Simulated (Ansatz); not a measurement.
Appearance energy of a fragment ion: C2H2F3I → [CF3]+ + CH2I + e⁻

Species: C2H2F3I (1,1,1-trifluoro-2-iodoethane) `FC(F)(F)CI`, singlet; [CF3]+ `F[C+](F)F`, singlet; CH2I `[CH2]I`, doublet. 

Shapes, held fixed at every level: PBE0-D4/def2-TZVP. Programs: Ansatz 0.2.0. Electronic energies: no zero-point or thermal term.

```json
{"level": "HF/def2-TZVPP", "kind": "Hartree–Fock", "ΔE (eV)": "+11.82", "less CCSD(T)/def2-TZVPP": "-1.34"}
{"level": "PBE0-D4/def2-TZVPP", "kind": "global hybrid", "ΔE (eV)": "+13.16", "less CCSD(T)/def2-TZVPP": "0.00"}
{"level": "wB97X-V/def2-TZVPP", "kind": "range-separated hybrid", "ΔE (eV)": "+13.28", "less CCSD(T)/def2-TZVPP": "+0.12"}
{"level": "MP2/def2-TZVPP", "kind": "perturbation theory", "ΔE (eV)": "+13.29", "less CCSD(T)/def2-TZVPP": "+0.13"}
{"level": "CCSD/def2-SVP", "kind": "coupled cluster or CI", "ΔE (eV)": "+13.00", "less CCSD(T)/def2-TZVPP": "-0.16"}
{"level": "CCSD/def2-TZVPP", "kind": "coupled cluster or CI", "ΔE (eV)": "+13.12", "less CCSD(T)/def2-TZVPP": "-0.04"}
{"level": "CCSD(T)/def2-TZVPP", "kind": "coupled cluster or CI", "ΔE (eV)": "+13.16", "less CCSD(T)/def2-TZVPP": "0.00"}
```

The highest level, CCSD(T)/def2-TZVPP, gives ΔE = +13.16 eV; the levels span +11.82 to +13.29. The column of differences is taken from that level and isn't an error. No measured value is set beside it here. Open shells run unrestricted unless RO is named. For atoms past krypton def2 sets carry core potentials with scalar relativity. Correlated rows may include outer-core shells of I, which these sets cover unevenly. The onset seen in experiment also holds zero-point changes and kinetic shifts.

Forming [CF3]+ and CH2I costs +13.16 eV at the highest level, and Hartree–Fock alone falls far below the other levels. The C–C bonding pair is lost altogether, with one electron leaving and the other staying on CH2I. The correlation energy of that pair, which Hartree–Fock omits, stabilises the intact molecule and so raises the cost of fragmentation. Fluorine lone-pair donation into the empty carbon p orbital offsets part of the electron deficiency in [CF3]+.

CCSD already recovers nearly all of the correlation effect, and the triples add little. Going from def2-SVP to def2-TZVPP shifts CCSD by more than the triples do, so a larger basis would probably raise the threshold somewhat further. The exact match of PBE0-D4 with CCSD(T) therefore suggests some cancellation of errors rather than a converged value. The calculation doesn't establish [CF3]+ as the preferred ion from C–C cleavage, since iodine donation also stabilises [CH2I]+ and that competing charge distribution wasn't computed.
